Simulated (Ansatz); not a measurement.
## Ligand exchange: NH3 + GeH3(SH) → H2S + GeH3(NH2)

Species: NH3 (ammonia) `N`, singlet; GeH3(SH), singlet; H2S (hydrogen sulfide) `S`, singlet; GeH3(NH2), singlet. The partners trade NH2 for SH: H–NH2 and Ge–SH bonds give way to H–SH and Ge–NH2.

Shapes, held fixed at every level: PBE0-D4/def2-TZVP. Programs: Ansatz 0.2.0. The zero-point and thermal change to 298 K, harmonic and unscaled (PBE0-D4/def2-TZVP), is -7.9 kJ/mol.

| level | kind | ΔH(298 K) (kJ/mol) | less CCSD(T)/def2-TZVPP |
| --- | --- | --- | --- |
| HF/def2-TZVPP | Hartree–Fock | +35.7 | -0.8 |
| B3LYP-D4/def2-TZVPP | global hybrid | +40.7 | +4.2 |
| r2SCAN0-D4/def2-TZVPP | global hybrid | +43.6 | +7.1 |
| wB97X-V/def2-TZVPP | range-separated hybrid | +38.0 | +1.5 |
| B2PLYP/def2-TZVPP | double hybrid | +38.4 | +1.9 |
| MP2/def2-SVP | perturbation theory | +31.4 | -5.1 |
| MP2/def2-TZVPP | perturbation theory | +38.6 | +2.1 |
| CCSD(T)/def2-TZVPP | coupled cluster or CI | +36.5 | 0.0 |

The highest level, CCSD(T)/def2-TZVPP, gives ΔH(298 K) = +36.5 kJ/mol; the levels span +31.4 to +43.6. The column of differences is taken from that level and isn't an error. No measured value is set beside it here. Relativity is left out for Ge unless named. Correlated rows may include outer-core shells of Ge, which these sets cover unevenly.

Exchange of SH for NH2 on germanium is uphill at every level, with ΔH(298 K) = +36.5 kJ/mol from CCSD(T), so in enthalpy germanium keeps the thiolate and hydrogen stays on nitrogen. The main reason is the strong N–H bond given up for a much weaker S–H bond. Ge–N is not stronger than Ge–S by enough to repay that loss, in keeping with germanium's affinity for soft, polarisable sulfur and the ready cleavage of germylamines by protic reagents. The vibrational and thermal term of -7.9 kJ/mol eases the exchange somewhat, as expected when a stiff N–H oscillator is replaced by a softer S–H one.

Hartree–Fock lies close to CCSD(T) probably because the number and broad type of bonds are conserved, letting much of the correlation energy cancel. MP2 moves from +31.4 to +38.6 kJ/mol on enlarging the basis, a shift as large as the widest departure of any functional from CCSD(T). The direction of exchange is therefore well supported, but a fine ranking of the methods is not.
